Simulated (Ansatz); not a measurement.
## HfC: pressure against volume scale

All results are calculated (Ansatz 0.2.0). Periodic Kohn-Sham DFT of a crystal at fixed atoms, scaled to volume_scale times the given cell; pressure positive in compression, energy less spherical unpolarised free atoms, largest_vzz the field gradient of largest size among the nuclei.

The cell before it is scaled or strained (space group Fm-3m, No. 225):
```
cell vectors (Å)
   0.0000     2.3250     2.3250
   2.3250     0.0000     2.3250
   2.3250     2.3250     0.0000
atoms (fractions of the cell vectors)
Hf  0.50000  0.50000  0.50000
C   0.00000  0.00000  0.00000
```

Settings of every row: method all-electron PAW; functional PBEsol; relativity scalar; k mesh 15x15x15; filling fermi-dirac; smearing width 0.05 eV; nucleus gaussian.

Atom start moment: 0 on all atoms.

Limits: no spin-orbit coupling on heavy atoms.

```
row  volume scale  V (Å³/atom)  pressure (GPa)
  1          0.94       11.814            9.05
  2          0.98       12.317          -1.843
  3          0.99       12.442          -4.237
  4             1       12.568               ?
  5          1.01       12.694          -8.674
  6          1.02       12.819         -10.729
  7          1.04       13.071          -14.54
  8          1.06       13.322         -17.981
```

Question: what pressure should row 4 give?

Worked fit of pressure. Take u = (V_r/V)^(2/3) − 1 with V_r = 12.694 Å³ an atom, which is twice the finite (Eulerian) strain; such expansions in the strain, on which the Birch-Murnaghan equation of state is built, carry the rest volume and the bulk modulus. The shown rows have u = 0.04906, 0.0203, 0.01346, 0, -0.00651, -0.01932, -0.03168. Least squares give pressure = −8.6835 + 319.966 × u + 844.46 × u² GPa; a straight line predicts inner rows, each left out in turn, worse (root mean square 0.49 against 0.012 GPa). The rows lie off it by 0.003, -0.003, -0.013, 0.010, 0.002, 0.010, -0.008 (root mean square 0.0081 GPa). The pressure vanishes at u = 0.0254, or V = 12.22 Å³ an atom, and there the bulk modulus at fixed shape and fractions is B = −V dP/dV = (2/3)(1 + u) dP/du = 248 GPa. The withheld row has u = 0.00667, so the fit gives −8.6835 + 319.966 × (0.00667) + 844.46 × (0.00667)² = -6.512 GPa.

The calculation gave -6.512 GPa. The fit meets it to the printed digit.
